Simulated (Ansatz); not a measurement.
A series in volume scale on Al₂Au

All results are calculated (Ansatz 0.2.0). Free energy against uniform scaling of the volume at fixed shape and fractions; periodic cell, basis, potentials, k mesh and filling as listed.

The cell before it is scaled or strained (space group Fm-3m, No. 225):
```
CELL_PARAMETERS angstrom
0.00000 3.00000 3.00000
3.00000 0.00000 3.00000
3.00000 3.00000 0.00000
ATOMIC_POSITIONS crystal
Al 0.25000 0.25000 0.25000
Al 0.75000 0.75000 0.75000
Au 0.00000 0.00000 0.00000
```

Settings of every row: functional PBE; dispersion none; potentials all-electron LAPW; k mesh 8x8x8; k shift 0x0x0; occupations cold; smearing width 0.1 eV; spin none.

Limits: coarse k mesh, up to 40 meV an atom off; no spin-orbit coupling, which can matter with elements this heavy.

| row | volume scale | V (Å³/atom) | energy above lowest point (meV/atom) |
| --- | --- | --- | --- |
| 1 | 0.92 | 16.56 | 83.4 |
| 2 | 0.96 | 17.28 | 30.4 |
| 3 | 1 | 18 | ? |
| 4 | 1.04 | 18.72 | 0 |
| 5 | 1.08 | 19.44 | 12.3 |

Question: what energy above lowest point should row 3 give?

Worked fit of energy above lowest point. Take u = (V_r/V)^(2/3) − 1 with V_r = 18 Å³ an atom, which is twice the finite (Eulerian) strain; such expansions in the strain, on which the Birch-Murnaghan equation of state is built, carry the rest volume and the bulk modulus. The shown rows have u = 0.05716, 0.02759, -0.02581, -0.05001. Least squares give energy above lowest point = 4.42 + 557.3 × u + 14376 × u² meV/atom; a straight line predicts inner rows, each left out in turn, worse (root mean square 24 against 0.92 meV/atom). The rows lie off it by 0.2, -0.3, 0.4, -0.2. Its lowest point lies at u = -0.0194, or V = 18.54 Å³ an atom, and the curvature there gives the bulk modulus at fixed shape and fractions, B = (4/9)(1 + u)² E″(u)/V = 106 GPa. The withheld row has u = 0, so the fit gives 4.42 + 557.3 × (0) + 14376 × (0)² = 4.4 meV/atom.

The calculation gave 4.5 meV/atom. The fit lies 0.1 meV/atom (2.2 % of the value, 0.12 % of the column's range) below it, one unit of the last digit.
